## Results and discussion

Near the Fermi level, the bands of Ge₃PtCl shift by roughly 1 to 3 eV from one corner of the path through the Brillouin zone to another. (A corner here is a point where the path turns or ends; Gamma is the centre of the zone.) Neighbouring levels at a single corner lie up to a few electronvolts apart, so the highest level of one band can lie above the lowest level of the next, at a different corner. The answers below therefore follow each band from corner to corner and don't judge it at a single point.

Kohn–Sham bands of Ge₃PtCl (space group I4mm) in an unrelaxed cell, computed with Ansatz 0.2.0 using PBE, plane waves and generated PAW datasets. The calculation is scalar-relativistic and not spin-polarised, with a 420 eV cutoff, an 8×8×8 k-mesh and Fermi–Dirac smearing of width 0.0209 eV.

```csv
k-point,"coordinates (reciprocal vectors of the computed cell, not always the standard one)",band v3 (eV from the Fermi level),band v2 (eV from the Fermi level),band v1 (eV from the Fermi level),band c1 (eV from the Fermi level),band c2 (eV from the Fermi level),c1 less v1 (eV)
Gamma,0 0 0,-1.30,-1.30,1.70,1.70,3.03,0.00
X,0.5 0.5 0.5,-1.09,-1.07,0.39,4.02,5.12,3.63
P,0.5 0.5 0.75,-0.60,-0.13,-0.13,3.33,5.12,3.46
N,0.5 0 0.5,-1.17,0.52,0.80,1.04,2.82,0.24
M,0 0 0.5,-0.96,0.88,3.05,3.26,3.26,0.21
S,0.401 0 0.7,-1.06,-0.06,1.09,1.52,2.74,0.43
S_0,0.599 0 0.3,-1.06,-0.06,1.09,1.52,2.74,0.43
R,0.599 0.401 0.5,-0.98,-0.81,0.24,3.88,3.93,3.64
```

Each row is one wave vector, named by its k-point label, and each energy is counted from the Fermi level: negative levels are filled, positive ones empty. Bands are numbered upwards in energy, in the order v3, v2, v1, c1, c2. Band v1 is the highest band that is filled at some point of the mesh, which doesn't make it filled everywhere.

### 1. Is the computed crystal a metal?

Yes, and two entries suffice to see it. Band v2 lies at −1.30 eV at Gamma and at +0.88 eV at M. The energy of a band changes continuously with the wave vector, so on any path from Gamma to M it must pass through the Fermi level. Where it does so, filled and empty states meet with no energy between them, and that is what makes a metal.

Band v1 does the same in a smaller way: it is just below the Fermi level at P and above it at every other corner. The crystal therefore has at least two partly filled bands. Band v2 is emptied around N and M, and band v1 is filled around P.

### 2. Could the electron count have told us this beforehand?

It could, within a calculation that treats both spins alike. Each band then holds two electrons per cell. The calculation handles 67 electrons per cell, which fill 33.5 bands on average, and half a band left over means that some band is partly filled. Sodium, with one valence electron per cell, is a metal for the same reason.

The corners show how such an average comes about. The Fermi level was placed so that the full mesh holds all 67 electrons, so what follows tests the coarse sampling and not the count itself. Eight evenly spaced points of the zone consist of Gamma, M, two equivalent X points and four equivalent N points. The table gives 34 filled bands at Gamma and X, and 33 at M and N. The average is

(34 + 33 + 2 × 34 + 4 × 33) / 8 = 267 / 8 ≈ 33.4.

The count requires 33.5, so the estimate falls short by one filled level at one point in eight. That is the smallest miss that eight points can show, and the mesh leaves out P, the one corner with 35 filled bands. The points must be weighted correctly: N counts four times because the fourfold axis and the lattice produce four such points.

An odd count is no sign of magnetism in itself, as sodium again shows. Here both spins were forced to be equal, so whether a magnetic state lies lower is untested.

### 3. Which is the larger gap, 3.63 eV at X or 3.46 eV at P?

Only the value at P separates a filled level from an empty one. The column "c1 less v1" compares the same two bands at each corner, and at X both of them are empty. The step from filled to empty at X runs from v2 to v1 and measures 1.46 eV, less than half of the step at P.

P has the larger step because v1 has dropped below the Fermi level there. The next empty level is then c1, far above. The same care is needed with the 0.00 eV at Gamma, where two empty levels coincide at +1.70 eV. It marks a coincidence well above the Fermi level, while the step from filled to empty at Gamma is 3.00 eV.

Even a true step of this kind is a difference of Kohn–Sham levels at one wave vector. It tells at which energies a direct transition might be sought, but it isn't the band gap of the material, nor a measured absorption edge.

### 4. No corner has a level between −0.06 and +0.24 eV. Is that a small indirect gap?

An indirect gap would lie between the highest filled level anywhere and the lowest empty level anywhere. Among the corners these are v2 at S and v1 at R, 0.30 eV apart. (S and S_0 are one result, because reversing the wave vector and adding a reciprocal lattice vector turns one into the other.) By this measure alone, the crystal would look like a narrow-gap semiconductor.

The window belongs to the choice of points. On the full 8×8×8 mesh of the same calculation it shrinks to about 0.03 eV, and the argument of question 1 says that it closes altogether as points are added. Any metal sampled at a finite number of points shows such a window, since the points rarely fall exactly on the Fermi level. A real gap would settle at a fixed value on denser meshes.

### 5. Why do some levels coincide exactly at Gamma, M and P, but not at X?

The crystal has a fourfold axis, and symmetry accounts for the pairs. At Gamma and M a quarter turn leaves the wave vector in place. It turns a wave function that is shaped like x across the axis into one shaped like y. Since the crystal looks the same after the turn, both must have the same energy, just as the p orbitals pointing along x and y do for an atom at the centre of a square.

P needs one more step. A quarter turn carries P to a different point of the zone, but time reversal, which reverses the wave vector, brings it back. Applied twice, this combined operation amounts to a half turn. A state that changes sign under the half turn can't be its own partner under such an operation, so it must have a second state at the same energy. This explains how v2 and v1 can meet at −0.13 eV, while c1 at the same point stays single.

At X neither the quarter turn nor its combination with time reversal leads back to the same point. Levels there are free to separate, and the closest two, v3 and v2, differ by 0.02 eV. A near-coincidence in a table of bands is thus no proof of symmetry; the position of the point in the zone has to be checked as well.

### 6. Would one more electron per cell turn the metal into an insulator?

With 68 electrons, 34 bands could be exactly full: everything up to v2 filled, v1 and all above it empty. Exchanging platinum for gold would add that electron. As a first approach, let the bands stay where they are and only the Fermi level move. This rigid-band picture is an assumption, because a new element also shifts the levels.

The picture gives a metal again. The top of v2, at M, lies 0.88 − (−0.13) = 1.01 eV above the bottom of v1, at P. Electrons would leave the top of v2 and settle in v1, so both bands would remain partly filled. The true overlap is at least this large, because further points of the zone can only raise the top of v2 or lower the bottom of v1.

Calcium is the simpler relative. It has two valence electrons per cell, enough to fill one band, and is still a metal because its bands overlap. The likeness covers the counting and the overlap only; calcium has one atom per cell, and the pairs of question 5 play no part in the comparison.

Those pairs add a second obstacle here. Bands v3 and v2 touch at Gamma, v2 and v1 at P, v1 and c1 at Gamma, and c1 and c2 at M. Every neighbouring pair of bands in the table is thus joined at some corner. In the rigid-band picture, no even count from 66 to 72 electrons opens a gap.

For a related compound, two questions give a first guess. Is the electron count per cell even? If so, does the highest point of the last band that the count can fill lie below the lowest point of the next band, wherever in the zone those two points are? Even wide bands can pass this test if they rise and fall together. Here v2 and v1 fail it, because the top of v2 at M lies above the bottom of v1 at P.

### 7. Which digits can be trusted, and what would spin–orbit coupling change?

The second decimal is useful for comparing levels within this one calculation. It isn't the accuracy with which the levels describe a real crystal. The cell was made by exchanging elements and was not relaxed, and the force on the platinum atom is still above 1 eV/Å. Relaxation may well move levels by more than the last digit.

The conclusions differ in how much they depend on this. That v2 crosses the Fermi level rests on margins of about 1 eV on either side. That v2 is filled at S rests on 0.06 eV, and that v1 is filled at P on 0.13 eV. A modest shift could change the number of filled bands at these two corners and leave the crystal a metal.

Spin–orbit coupling, which is absent from these bands, acts directly on the pairs. It couples the spin to the circulating motion that an x-like and a y-like state can form together, and so splits them. If the pair at P split evenly, a splitting of 2 × 0.13 = 0.26 eV would lift its upper level to the Fermi level. Coupling in the 5d shell of platinum is strong, but its effect here depends on how much platinum character the pair has. Whether v1 stays filled at P is therefore open.

The same coupling would part the pairs at these corners, which weakens the second obstacle of question 6, though bands may still cross elsewhere in the zone. The first one remains: with 68 electrons, a gap would appear only if the bands also moved apart by more than their overlap, which is at least 1 eV.
